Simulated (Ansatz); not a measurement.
# A series in volume scale on TiAgHg2

Periodic Kohn-Sham DFT of a crystal at fixed atoms, scaled to volume_scale times the given cell; pressure positive in compression, energy less spherical unpolarised free atoms, largest_vzz the field gradient of largest size among the nuclei. The results are calculated, by Ansatz 0.2.0.

The cell before it is scaled or strained (space group P4/mmm, No. 123):
```
CELL_PARAMETERS angstrom
4.15000 0.00000 0.00000
0.00000 4.15000 0.00000
0.00000 0.00000 4.06000
ATOMIC_POSITIONS crystal
Ti 0.50000 0.50000 0.00000
Ag 0.00000 0.00000 0.00000
Hg 0.00000 0.50000 0.50000
Hg 0.50000 0.00000 0.50000
```

Settings of every row: method frozen-core PAW; functional PBEsol; relativity scalar; k mesh 8x8x8; filling fermi-dirac; smearing width 0.03 eV; wave cutoff 420 eV; paw set soft_2.

Atom start moment: 0 on all atoms.

Limits: PAW files made with PBE; field gradient without spin-orbit coupling on heavy atoms; no gap: field gradients move with the k mesh; no spin-orbit coupling on heavy atoms.

```
row  volume scale  V (Å³/atom)  largest V_zz (1e21 V/m^2)  pressure (GPa)
  1          0.94       16.432                     15.148          18.137
  2          0.96       16.782                     14.906          14.167
  3          0.98       17.131                     14.668          10.639
  4          0.99       17.306                     14.552           9.025
  5             1       17.481                     14.437           7.504
  6          1.01       17.656                     14.325           6.072
  7          1.02        17.83                     14.215           4.722
  8          1.04        18.18                     13.997           2.254
  9          1.06        18.53                          ?               ?
```

Question: what largest V_zz and pressure should row 9 give?

Worked fit of largest V_zz. Take t = volume scale − 0.99. The shown rows have t = -0.05, -0.03, -0.01, 0, 0.01, 0.02, 0.03, 0.05. Least squares give largest V_zz = 14.5521 − 11.513 × t + 8.26 × t² 1e21 V/m^2; a straight line predicts inner rows, each left out in turn, worse (root mean square 0.0065 against 0.00085 1e21 V/m^2). The rows lie off it by 0.000, 0.001, 0.000, 0.000, -0.001, 0.000, 0.001, 0.000. The withheld row has t = 0.07, so the fit gives 14.5521 − 11.513 × (0.07) + 8.26 × (0.07)² = 13.787 1e21 V/m^2.

The calculation gave 13.789 1e21 V/m^2. The fit lies 0.002 1e21 V/m^2 (0.15 % of the column's range) below it; its largest miss of a shown row is 0.001 1e21 V/m^2. This row lies beyond the range of the fit.

Worked fit of pressure. Take u = (V_r/V)^(2/3) − 1 with V_r = 17.394 Å³ an atom, which is twice the finite (Eulerian) strain; such expansions in the strain, on which the Birch-Murnaghan equation of state is built, carry the rest volume and the bulk modulus. The shown rows have u = 0.03866, 0.02417, 0.01021, 0.00339, -0.00332, -0.00992, -0.01637, -0.02903. Least squares give pressure = 8.2488 + 226.936 × u + 722.03 × u² + 630 × u³ GPa; a parabola predicts inner rows, each left out in turn, worse (root mean square 0.007 against 0.0042 GPa). The rows lie off it by -0.001, 0.002, -0.003, -0.001, 0.001, 0.004, -0.003, 0.000. The withheld row has u = -0.0413, so the fit gives 8.2488 + 226.936 × (-0.0413) + 722.03 × (-0.0413)² + 630 × (-0.0413)³ = 0.064 GPa.

The calculation gave 0.067 GPa. The fit lies 0.003 GPa (4.5 % of the value, 0.017 % of the column's range) below it; its largest miss of a shown row is 0.004 GPa. This row lies beyond the range of the fit.
